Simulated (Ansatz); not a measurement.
# GdO: the change of pressure with volume scale

Periodic Kohn-Sham DFT of a crystal at fixed atoms, scaled to volume_scale times the given cell; pressure positive in compression, energy less spherical unpolarised free atoms, largest_vzz the field gradient of largest size among the nuclei. The results are calculated, by Ansatz 0.2.0.

The cell before it is scaled or strained (space group F-43m, No. 216):
```
CELL_PARAMETERS angstrom
0.00000 2.69610 2.69610
2.69610 0.00000 2.69610
2.69610 2.69610 0.00000
ATOMIC_POSITIONS crystal
Gd 0.00000 0.00000 0.00000
O 0.75000 0.75000 0.75000
```

Settings of every row: method frozen-core PAW; functional PBEsol; relativity scalar; k mesh 13x13x13; filling fermi-dirac; smearing width 0.08 eV; wave cutoff 420 eV; paw set soft_2.

Atom:
| element | start moment (bohr magneton) |
| --- | --- |
| Gd | 7 |
| O | 0 |

Limits: PAW files made with PBE; no spin-orbit coupling on heavy atoms; open f shell, the state may not be the lowest; semilocal functional can close the gap of open d or f salts; the cell comes from a prototype or a list of computed structures and needn't be the stable phase; with one magnetic atom in the cell only parallel moments are possible.

| row | volume scale | V (Å³/atom) | pressure (GPa) | cell moment (bohr magneton) |
| --- | --- | --- | --- | --- |
| 1 | 0.9405 | 18.432 | 1.918 | 7.455 |
| 2 | 0.97 | 19.01 | -1.273 | 7.464 |
| 3 | 1 | 19.599 | ? | ? |
| 4 | 1.03 | 20.186 | -6.395 | 7.465 |
| 5 | 1.06 | 20.774 | -8.39 | 7.459 |

Question: what pressure should row 3 give?

Worked fit of pressure. Take u = (V_r/V)^(2/3) − 1 with V_r = 19.598 Å³ an atom, which is twice the finite (Eulerian) strain; such expansions in the strain, on which the Birch-Murnaghan equation of state is built, carry the rest volume and the bulk modulus. The shown rows have u = 0.04174, 0.02052, -0.01951, -0.0381. Least squares give pressure = −4.0429 + 127.757 × u + 359.76 × u² GPa; a straight line predicts inner rows, each left out in turn, worse (root mean square 0.33 against 0.0084 GPa). The rows lie off it by 0.002, -0.003, 0.003, -0.002. The withheld row has u = -3e-05, so the fit gives −4.0429 + 127.757 × (-3e-05) + 359.76 × (-3e-05)² = -4.047 GPa.

The calculation gave -4.041 GPa. The fit lies 0.006 GPa (0.058 % of the column's range) below it; its largest miss of a shown row is 0.003 GPa.

The other values of row 3: cell moment 7.467 bohr magneton.
